**Question**

I have the Fermi-surface sheets of Ta2Si from a PBEsol calculation with spin-orbit coupling, and the last two rows are covered. The same calculation says that six bands cross the Fermi level, with a total density of states of 2.052 states/eV/cell. Raising the Fermi level by 0.25 eV takes 0.8263 electrons per cell, and lowering it releases 0.6414. How much of the covered rows follows from the rest, and which sheets carry the current?

Fermi-surface sheets of Ta2Si (I4/mcm, 6-atom cell, not relaxed), computed with Ansatz 0.2.0 using PBEsol with spin-orbit coupling, plane waves and PAW. Cutoff 420 eV, Gaussian smearing of 0.05 eV, k mesh 10x10x10 for the density and 20x20x20 for the levels and slopes. Sheet bottom and top are measured from the Fermi level.

| row | sheet dos (states/eV/cell) | sheet spin | sheet band | sheet filled share | sheet mean speed (1e5 m/s) | sheet bottom (eV) | sheet top (eV) |
| --- | --- | --- | --- | --- | --- | --- | --- |
| 1 | 0.021 | spinor | 57 | 0.999 | 3.091 | -1.691 | 0.098 |
| 2 | 0.021 | spinor | 58 | 0.999 | 3.091 | -1.691 | 0.098 |
| 3 | 0.321 | spinor | 59 | 0.929 | 3.441 | -1.105 | 0.248 |
| 4 | 0.321 | spinor | 60 | 0.929 | 3.441 | -1.105 | 0.248 |
| 5 | ? | spinor | ? | ? | ? | ? | ? |
| 6 | ? | spinor | ? | ? | ? | ? | ? |

**Answer**

Start with the scales. The visible sheets move at about $3\times10^5$ m/s, several times slower than a simple metal (roughly $10^6$ m/s, a recalled figure). They hold 0.144 holes in a cell of 96.27 Å³, which is $1.5\times10^{21}$ cm⁻³, or a few hundredths of a carrier per atom. The pockets are 0.098 and 0.248 eV deep in bands 1 to 2 eV wide.

Each row is one spinor band, holding one electron per cell when full. Sheet dos $D$ is its density of states at the Fermi level, filled share the occupied fraction, mean speed $v$ the average band velocity on the sheet, and bottom and top the band edges relative to the Fermi level. Rows 1 and 2 agree in every quantity, as do rows 3 and 4. These are Kramers pairs: inversion together with time reversal makes every band twofold degenerate. The covered rows must therefore be one more identical pair, bands 61 and 62.

**What counting fixes.** The sheet densities of states add up to the total, so each covered band has $D=(2.052-0.684)/2=0.684$ states/eV/cell. For the filling $n$, the full bands and the visible shares give $56+2(0.999)+2(0.929)=59.856$ electrons. A cell of four Ta and two Si has an even electron number, and with $0<n<1$ the only even value of $59.856+2n$ is 60. Hence $n=0.072$: the last pair holds electron pockets with exactly as many electrons as the other bands have holes, which is a compensated metal.

**What needs a shape.** If the states in a pocket grow as $n\propto E^p$ with height $E$ above the band bottom, then $D=pn/E$, or $n=cDE$ with $c=1/p$. A parabolic pocket has $c=2/3$ and gives a depth of 0.158 eV. Taking $c=0.89$ from band 59 gives the shallow end, and a power law forced to absorb all electrons of the quarter-volt count that the holes leave over gives the deep end. The top is the bottom plus a width borrowed from band 59, bracketed by the width of band 57 and by a straight line through the two, which is an analogy only.

The speed follows from $D=\frac{V}{(2\pi)^3}\int dS/(\hbar|v|)$, with $V$ the cell volume and $S$ the sheet area in $k$ space. If the mean speed is weighted by density of states, as I assume, then $Dv=VS/[(2\pi)^3\hbar]$ exactly. A large $D$ thus means a slow sheet, a large sheet, or both. Band 59 has 1.20 times the area of a sphere enclosing the same volume, and I carry that factor over. Band 57 is no check on it, since its hole share is one unit of the last digit and its top is only twice the smearing width.

Worked in full for row 5, which took no part in setting the factor:

$$k=\left(\frac{6\pi^2(0.072)}{96.27}\right)^{1/3}=0.354\ \text{Å}^{-1},\qquad S=1.20\times4\pi k^2=1.89\ \text{Å}^{-2},$$

$$\hbar v=\frac{96.27\times1.89}{(2\pi)^3\times0.684}=1.07\ \text{eV Å},\qquad v=1.63\times10^5\ \text{m/s}.$$

A single sphere has the least area for this volume and sets the lower end. Splitting the volume into $g$ equal spheres multiplies the area by $g^{1/3}$, and eight spheres set the upper end. The simple alternative is the mean speed of the visible sheets, about $3.3\times10^5$ m/s. With one relaxation time for all sheets the conductivity weight is $Dv^2$, taking the squared mean for the mean square and ignoring direction.

The forecast for both rows is electron pockets in a mostly empty band, with the largest density of states and slower than every hole sheet:

- sheet dos 0.684 (0.664 to 0.704, wider than rounding in case the total is broadened differently)
- filled share 0.072 (0.062 to 0.082, allowing a 10 meV mismatch of the Fermi level)
- bottom −0.16 eV (−0.31 to −0.12)
- top 1.2 eV (0.76 to 1.63)
- mean speed $1.63\times10^5$ m/s (1.36 to 2.71)
- two thirds of the density of states but about 31% (24 to 56%) of $Dv^2$

The withheld rows as computed:

| row | sheet dos (states/eV/cell) | sheet spin | sheet band | sheet filled share | sheet mean speed (1e5 m/s) | sheet bottom (eV) | sheet top (eV) |
| --- | --- | --- | --- | --- | --- | --- | --- |
| 5 | 0.684 | spinor | 61 | 0.072 | 3.577 | -0.383 | 1.004 |
| 6 | 0.684 | spinor | 62 | 0.072 | 3.577 | -0.383 | 1.004 |

**Hits.** Band index, pairing, sheet dos and filled share agree to the last printed digit. They are bookkeeping built into the calculation and test no physics beyond its consistency. The top, 1.004 eV, lies inside its range but 0.19 eV below the forecast. The borrowed width was close (1.387 eV against 1.353 eV), so the top simply inherited the error of the bottom.

**Misses.** The bottom is at −0.383 eV, 0.225 eV deeper than forecast and outside the range. The speed is $3.577\times10^5$ m/s, so the forecast was 54% below the computed value, again outside. The sheet forecast to be the slowest is the fastest of the six, and the plain mean of the visible sheets did far better. Neither of the two limits that were crossed was a true bound, as each rested on an assumed shape.

Both misses trace to the picture of one compact, parabolic pocket. Against band 59 the new pair has 2.13 times the density of states at 1.04 times the speed, so the relation above gives 2.22 times the area around almost the same volume. The large $D$ comes from area, where I had assigned it to heavy carriers. The run lists the areas as 4.152 Å⁻² for band 61 and 1.873 Å⁻² for band 59, in line with the relation. They should not be read to the last digit. An area-weighted mean speed exceeds the DOS-weighted one wherever the speed varies over the sheet, and the trace of the run's Drude tensor, 19.054 eV², lies somewhat below what the sum of $Dv^2$ leads one to expect, which a strictly DOS-weighted mean would not allow. The area ratio is better taken as about two.

The depth shows the same thing without that assumption. The computed $c$ is 0.27, an effective exponent $DE/n$ of 3.6 against 1.5 for a parabola, so the states crowd close to the Fermi level and few lie near the bottom. Many equal parabolic spheres would supply the area but keep $c=2/3$, so they do not fit either. Further results of the run narrow the shape. At −0.25 eV, 0.133 eV above the bottom, the band is filled to only 0.0029 with $D=0.045$, an exponent of 2.06, and at +0.25 eV the exponent is 2.86, so no single power law holds. Pure cones ($p=3$) of this depth would give $D=0.564$, too little. The bottom lies at none of Γ, M, X, P and N, so symmetry repeats it at several points, while the band is also occupied at M, at −0.19 eV. Only the empty region is connected through the zone, so the electron part is closed. The likeliest reading is several small, deep minima plus a larger part that starts higher up, either as separate pockets or as walls joining the minima; a plot of the surface would tell these two apart. The bottom is the lowest level found on the 20x20x20 mesh, and the true one may lie somewhat deeper.

**Which sheets carry the current.** Across all six rows the speed varies by a factor $3.577/3.091=1.16$ and the density of states by $0.684/0.021\approx33$. The weight therefore follows $D$ whichever power of $v$ is used. The electron pair has 69% of $Dv^2$, outside the forecast range, and bands 59/60 carry nearly all the rest. Equal numbers of electrons and holes do not mean equal currents, because conduction counts surface area weighted by speed, while the carrier number counts enclosed volume. These shares are argued from a common relaxation time and from mean speeds, while in the run the speed on band 61 varies by about a factor of three over the sheet, so "about two thirds" is as much as they show. They also average over direction: the Drude weight of the run is 8.266 eV² along the fourfold axis and 5.394 eV² across it, a factor 1.53.

For practical work, a Hall measurement on such a metal mixes contributions of opposite sign, and a one-band reading does not return the carrier density. The quarter-volt counts average 2.57 states/eV/cell downward and 3.31 upward, both above the value at the Fermi level, which thus sits in a dip; the run gives 3.938 states/eV/cell at −0.25 eV and 3.866 at +0.25 eV. In a rigid-band picture, doping of either sign breaks the compensation and moves into a higher average density of states. Depths and pocket shapes belong to this stressed cell and would shift on relaxation, while the electron count stays.

The counting carries over to neighbouring series and the shapes do not. A run without spin-orbit coupling would list spin pairs in place of Kramers pairs and remain compensated, with pockets altered wherever the coupling opens gaps at band crossings. The niobium analogue in this structure has the same valence count and weaker coupling, so the same parity argument applies. A crystal without inversion would split each pair into two sheets of different size, and a cell with an odd electron number would leave a pair half filled on balance, with a large Fermi surface in place of small pockets. The row-by-row forecasts, built from rows 1 to 4 and the cell totals, and their misses are in the output printed below.

Output of the analysis:

```
cell volume 96.27 A^3; table rounding 0.0005 in every column
band 57: holes 0.001, width 1.789 eV, c=n/(D*E) 0.49 (parabola 0.67)
  area 0.110 1/A^2, area/sphere 1.21 (rounding 0.92 to 1.92)
band 59: holes 0.071, width 1.353 eV, c=n/(D*E) 0.89 (parabola 0.67)
  area 1.873 1/A^2, area/sphere 1.20 (rounding 1.20 to 1.21)
band 59/57 ratios: DOS 15.3, speed 1.11
known sheets: holes 0.144 e, DOS 0.684 of 2.052; even electron count 60
mean DOS over 0.25 eV: down 2.57, up 3.31 states/eV/cell
up: 0.682 e must enter bands above 60; down: at least 0.497 e from bands up to 60
depth: parabola 0.158, band-59 c 0.118, power law 0.314 eV (exponent 3.0)
rounding limits of the forecast: DOS 0.0013, filled share 0.0010
row 5: band predicted 61, computed 61
  DOS (states/eV/cell): predicted 0.684 [0.664, 0.704], computed 0.684, miss +0.000, inside
  filled share: predicted 0.072 [0.062, 0.082], computed 0.072, miss +0.000, inside
  bottom (eV): predicted -0.158 [-0.314, -0.118], computed -0.383, miss -0.225, outside
  top (eV): predicted 1.195 [0.759, 1.631], computed 1.004, miss -0.191, inside
  speed (1e5 m/s): predicted 1.630 [1.356, 2.712], computed 3.577, miss +1.947, outside
row 6: band predicted 62, computed 62
  DOS (states/eV/cell): predicted 0.684 [0.664, 0.704], computed 0.684, miss +0.000, inside
  filled share: predicted 0.072 [0.062, 0.082], computed 0.072, miss +0.000, inside
  bottom (eV): predicted -0.158 [-0.314, -0.118], computed -0.383, miss -0.225, outside
  top (eV): predicted 1.195 [0.759, 1.631], computed 1.004, miss -0.191, inside
  speed (1e5 m/s): predicted 1.630 [1.356, 2.712], computed 3.577, miss +1.947, outside
alternative speed, mean of known sheets 3.27, miss +0.31; area model off -54%
band 61: width 1.387 eV, c 0.27, exponent D*E/n 3.64
  area 4.149 1/A^2, area/sphere 2.64, equal spheres needed 18.4
  against band 59: DOS x2.13, speed x1.04, area x2.22
all sheets: DOS sum 2.052, electrons 60.000, electrons minus holes +0.000
share of D, last pair predicted 67% [67, 67]
  computed: 57/58 2.0%, 59/60 31.3%, last pair 66.7%
share of D*v, last pair predicted 49% [44, 61]
  computed: 57/58 1.8%, 59/60 30.5%, last pair 67.7%
share of D*v^2, last pair predicted 31% [24, 56]
  computed: 57/58 1.6%, 59/60 29.8%, last pair 68.6%
```
